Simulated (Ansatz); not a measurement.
# Electrons against holes in P, calculated with Ansatz

Space group Cmce (No. 64), 4 atoms in the cell of the first input below: a = 5.504 Å, b = 5.504 Å, c = 4.393 Å, α = 90.00°, β = 90.00°, γ = 145.19°.

The volume is a measured one, the structure type a prototype's, with its volume kept and shape and atoms relaxed (pressure 2.2 GPa with this functional, without spin–orbit coupling). Functional: r2SCAN.

Spin–orbit coupling is left out. Kohn–Sham gap between the band edges found on a fine mesh: 0.15 eV.

Band masses are left out, as an edge found on the mesh is not an exact extremum.

The states of the whole zone with their velocity products:

```yaml
crystal:
  lattice:
    - [1.6464298848, -5.2521936338, 0.0]
    - [1.6464298848, 5.2521936338, 0.0]
    - [0.0, 0.0, 4.3928045554]
  atoms:
    - { symbol: P, position: [0.3991104138, 0.6008895862, 0.5828111002] }
    - { symbol: P, position: [0.6008895862, 0.3991104138, 0.4171888998] }
    - { symbol: P, position: [0.8991104138, 0.1008895862, 0.9171888998] }
    - { symbol: P, position: [0.1008895862, 0.8991104138, 0.0828111002] }
basis:
  ecutwfc: 500
  ecutrho_ratio: 4
kpoints:
  mp_grid: { grid: [10, 10, 8] }
hamiltonian:
  xc: r2scan
scf:
  occupations: { method: gaussian, width: 0.05 }
output:
  forces: true
  stress: true
  eigenvalues: true
  states_by_energy: { minimum_broadening: 0.05 }
```

```bash
ansatz run input.yaml --threads 4 --pin off --max-ram 9216MiB --backend cpu --events-out ev --progress --plain --runs-dir out
```

Time: 5.2 min on 4 threads of AMD EPYC (Zen 3), with other jobs on the host, peak memory 1.1 GiB.

From that table, at a constant relaxation time τ with Fermi–Dirac weights and rigid bands:

| T (K) | doping (cm⁻³) | μ − E_F (eV) | σ_xx/τ (10²⁰/Ω m s) | S_xx (μV/K) | Lorenz (10⁻⁸ V²/K²) | ħω_p,xx (eV) |
| --- | --- | --- | --- | --- | --- | --- |
| 600 | n 1e20 | 0.103 | 0.0555 | -197 | 2.56 | 0.521 |
| 600 | p 1e20 | -0.183 | 0.0321 | 101 | 2.84 | 0.397 |
| 600 | n 1e21 | 0.365 | 0.484 | -75 | 2.35 | 1.538 |
| 600 | p 1e21 | -0.747 | 0.296 | 36 | 2.56 | 1.204 |

A solid of this composition melts, sublimes or decomposes by about 880 K (handbook value), so the run's rows at 900 K, above that, are left out.

2 rows with a Lorenz number over 3 are left out: with so small an uncorrected gap, carriers of both signs are excited across it there.

Task: Which of the dopings listed at 600 K has the largest power factor S²σ/τ along x?

Result: n 1e20: 2.2, p 1e20: 0.33, n 1e21: 2.7, p 1e21: 0.39 (10¹¹ W/m K² s), so n 1e21 cm⁻³, if τ is the same for all. Along z the largest is 5.7, for n 1e21 cm⁻³, as the crystal conducts unlike along its axes.

Caveats: changes of phase at these temperatures weren't checked; no dispersion term, layers or molecules are underbound; no scattering is computed, and the gap isn't corrected; semilocal functionals can close or invert narrow gaps falsely.

Electrons outperform holes along x at both dopings because they combine a larger Seebeck magnitude with a larger σ/τ. The chemical potential moves much further into the valence band than into the conduction band as doping rises, which suggests a lower density of states on the hole side and hence the weaker thermopower. The higher electron plasma energies point to a lighter transport mass along x.

This is black phosphorus, with x along the zigzag direction of the puckered layers and z along the armchair direction. Band-edge states with strong p character disperse more steeply along the armchair direction, in keeping with the larger power factor there.

The gap is smaller than the measured one, probably because the semilocal functional underestimates it. This would exaggerate minority-carrier compensation, chiefly at the lighter dopings. The preference for electrons along x is clear within this model, but the lead of n 1e21 over n 1e20 is slim, and a modestly shorter lifetime at heavier doping would reverse it.
